## Do Wannier functions shifted towards Mg mean that MgS is covalent?

I am looking at maximally localised Wannier functions for wurtzite MgS, calculated with a meta-GGA functional. The run started from S 3s and S 3p orbitals, so I expected one s function and three p functions centred on each S atom. Instead, no centre sits on an atom.

Maximally localised Wannier functions of wurtzite MgS from Ansatz 0.2.0, calculated with r2SCAN, PAW and plane waves (cutoff 500 eV) on a 6×6×4 k mesh, non-magnetic, at the r2SCAN geometry. The trial orbitals are S 3s and S 3p. On-site energies are counted from the valence top, and x, y and z are the cartesian coordinates of the function centres.

```tsv
row	function spread (angstrom^2)	function on site (eV)	function x (Å)	function y (Å)	function z (Å)
1	1.32900	-3.889	0.472	2.053	2.630
2	1.32900	-3.889	2.487	1.436	5.857
3	1.34700	-3.862	0.000	2.326	1.862
4	1.32900	-3.889	-0.472	2.053	2.630
5	1.32900	-3.889	0.000	2.871	2.630
6	1.34700	-3.862	2.014	1.163	5.089
7	1.32900	-3.889	1.542	1.436	5.857
8	1.32900	-3.889	2.014	0.617	5.857
```

Is this a sign of covalent bonds? What level does an on-site energy near −3.9 eV stand for? And why do rows 3 and 6 differ from the other six?

### Answer

Follow rows 3 and 5, which belong to the same S atom at a height of 2.44 Å. Row 3 lies straight below it, towards the Mg on the c axis, and its displacement is $2.44-1.862=0.578$ Å. Row 5 lies towards one of the three other Mg neighbours and is displaced by practically the same distance. That is just under a quarter of the way along the bond, as it is in every row. These are sp³-like hybrids that belong to S, whereas in silicon symmetry puts the corresponding functions at the bond midpoints.

The hybrids appear because of what the program minimises. The function spread is the mean square distance of an electron from the centre of its own function. If the four functions of one S are mixed among themselves, their summed mean square distance from the nucleus stays the same. The summed spread equals that fixed quantity less the squared displacements of the centres, so it falls when the centres move away from the nucleus.

Plain s and p orbitals are centred on S and gain nothing in this way. Mixing them into hybrids lowers the total spread of the cell from 13.34 to 10.67 Å², a saving of 20%. Since all these functions are filled, the mixing changes neither the electron density nor the total energy. The hybrids are a compact description of the filled shell, and their appearance alone is no evidence of a bond.

**How far would an isolated ion's hybrids shift?**

Take a closed-shell sulphide ion whose s and p orbitals share one radial shape. In an sp³ hybrid, the product of the s and p parts piles up charge on one side of the nucleus, and the centre moves by

$$d=\tfrac12\langle r\rangle .$$

Here $r$ is the distance from the nucleus, and the brackets denote an average over the orbital. The spread of the hybrid is $\Omega=\langle r^2\rangle-d^2$. For the Slater shape $r^2e^{-\zeta r}$, with $\zeta$ setting the size of the orbital, $\langle r\rangle^2=\tfrac78\langle r^2\rangle$. It follows that $d^2=\tfrac{7}{32}\langle r^2\rangle$ and $\Omega=\tfrac{25}{32}\langle r^2\rangle$, and the size cancels from their ratio:

$$d^2=0.28\,\Omega .$$

For row 3, with a spread of 1.347 Å², this gives $d=\sqrt{0.28\times1.347}=0.61$ Å. The estimate is 6% above the calculated displacement, and the factor 0.28 comes from the Slater shape, with no row used to set it. By this estimate, an ion of the same spread with no Mg around it would already show a shift of about this size.

There is also a limit that holds for any radial shape. A mean squared never exceeds the mean square, so the sp³ hybrids of an isolated ion must obey $d^2\le\Omega/3$. For these functions the limit is about 0.67 Å, and all eight stay below it. When such an output is used to judge bonding, a displacement below this limit is no proof of covalence, even if it points straight at a neighbour.

**Where does the Mg neighbour show up?**

The isolated ion has no preferred direction for its hybrids, yet here they point at Mg. The reason lies in a second dipole. Along the cubic axes of the tetrahedron, let $D=\langle s|z|p_z\rangle$ be the dipole between the s-like and a p-like function, and $Q=\langle p_x|z|p_y\rangle$ the one between two p-like functions. $D$ exists in a free ion, while $Q$ vanishes unless the surroundings remove inversion symmetry at S.

For a hybrid pointing at Mg the two dipoles add, and for one pointing the opposite way they oppose each other. Pointing at Mg therefore gives the larger displacement and the smaller spread. The neighbours fix the direction of the hybrids, although the s–p dipole supplies most of their length.

The same calculation offers a test of $Q$. Part of the total spread, called off-diagonal, comes from dipoles between different functions. For the two S atoms of the cell, the squared displacements add up to $6(D+Q)^2$, and the off-diagonal spread within the atoms is $6(D-Q)^2$. Isolated ions have $Q=0$, so the two sums should be equal.

They are not. The squared displacements add up to 2.67 Å², while the calculated off-diagonal spread is 1.656 Å². Even with the calculated displacements put in, the isolated-ion picture overestimates this second quantity by 61%. Dipoles between different S atoms can only add to the calculated value, so they cannot explain why it is so low.

The s–p dipole then accounts for roughly half an ångström of the displacement, and the p–p dipole for something of the order of a tenth. The second part is the trace of the Mg neighbours. Mixing with Mg orbitals and polarisation of the sulphide ion by the Mg charges can both produce it, and these numbers do not separate the two. The answer to your first question is therefore that the functions do feel Mg, but most of their shift would be there without any covalent bond.

The rocksalt form, which MgS normally adopts, makes a useful comparison. There, S has six neighbours and a centre of inversion, so $Q$ is zero by symmetry. The s–p dipole remains, and hybrids still pay, but four of them cannot point at six neighbours.

**What does the on-site energy stand for?**

The on-site energy is the average energy of an electron placed in one function, counted here from the valence top. The eight functions together span exactly the eight valence bands that come from S 3s and 3p. Their mean on-site energy, −3.88 eV, is therefore the mean of those bands over the whole mesh.

Each hybrid is about one quarter s and three quarters p, which puts its energy between two groups of bands. If the S 3s bands lie some 12 eV below the valence top, a rough recalled figure, the p bands must average about $(4\times(-3.9)+12)/3\approx-1.2$ eV. No band needs to lie near −3.9 eV. For a band alignment or the energy of a hole, the valence top is the relevant level, and the on-site energy of a hybrid is not.

**Why do rows 3 and 6 stand apart?**

These are the two functions along the c axis, one for each S. They lie about 0.03 eV higher than the other six and are 1.4% wider. In the cubic zinc-blende structure all four bonds of an atom are equivalent by symmetry. Wurtzite singles out the bond along c, and this crystal is also slightly squashed, with $c/a=1.602$ against 1.633 for ideal tetrahedra. A difference between the two kinds of function is therefore allowed, and the other six remain equivalent.

Its size is harder to explain. Because the s level lies so far below the p levels, shifting only a few thousandths of a hybrid's total weight from s to p would raise it by the observed energy. The hybrid would also become wider, since 3p reaches further out than 3s, but only by a few thousandths of an Å², against the 0.018 Å² found. A small splitting between the p level along c and those across it, or a weak electric field along c at the S site, could also raise the energy. Which of these acts is a guess that the present numbers do not settle.

The difference in spread deserves additional caution. Spreads are computed from finite steps between mesh points, and these steps are 0.30 Å⁻¹ in the plane but 0.24 Å⁻¹ along c. Such a mesh can treat the two kinds of function slightly differently, so a denser one should come before any chemical reading of the 1.4%. The output below lists the displacement of each function and both tests of the isolated-ion picture.

Output of the analysis:

```
Place of each function:
  row  displacement from S in angstrom  bond in angstrom  fraction of bond
    1                           0.5775             2.449            0.2358
    2                           0.5778             2.449            0.2359
    3                            0.578              2.46             0.235
    4                           0.5775             2.449            0.2358
    5                            0.577             2.449            0.2356
    6                            0.578              2.46             0.235
    7                           0.5778             2.449            0.2359
    8                           0.5782             2.449            0.2361
Mean displacement from S (angstrom): 0.5777
Sum of the four displacements of one S along c (angstrom): -0.008
Total spread of the hybrids (angstrom^2): 10.67
Total spread with s and p left unmixed (angstrom^2): 13.34
Spread saved by mixing (percent): 20.02
Upper limit of displacement for an isolated s-p ion of this spread (angstrom): 0.6667
Displacement for one Slater 3s and 3p radial shape (angstrom): 0.611
Off-diagonal spread expected of isolated ions (angstrom^2): 2.67
Expected over calculated off-diagonal spread (ratio): 1.612
Displacement from the s-p dipole, rough (angstrom): 0.5163
Displacement from the p-p dipole, rough (angstrom): 0.06137
Mean on-site energy from the valence top (eV): -3.882
Axial less basal on-site energy (eV): 0.027
Axial less basal spread (angstrom^2): 0.018
Axial less basal spread (percent): 1.354
Loss of s share that alone gives the energy shift, order of magnitude: 0.002495
Spread shift from that loss, order of magnitude (angstrom^2): 0.002495
Splitting of p levels that alone gives the energy shift (eV): 0.0405
Ratio c/a: 1.602
Ideal c/a: 1.633
Mesh step in the plane (1/angstrom): 0.3001
Mesh step along c (1/angstrom): 0.2434
```
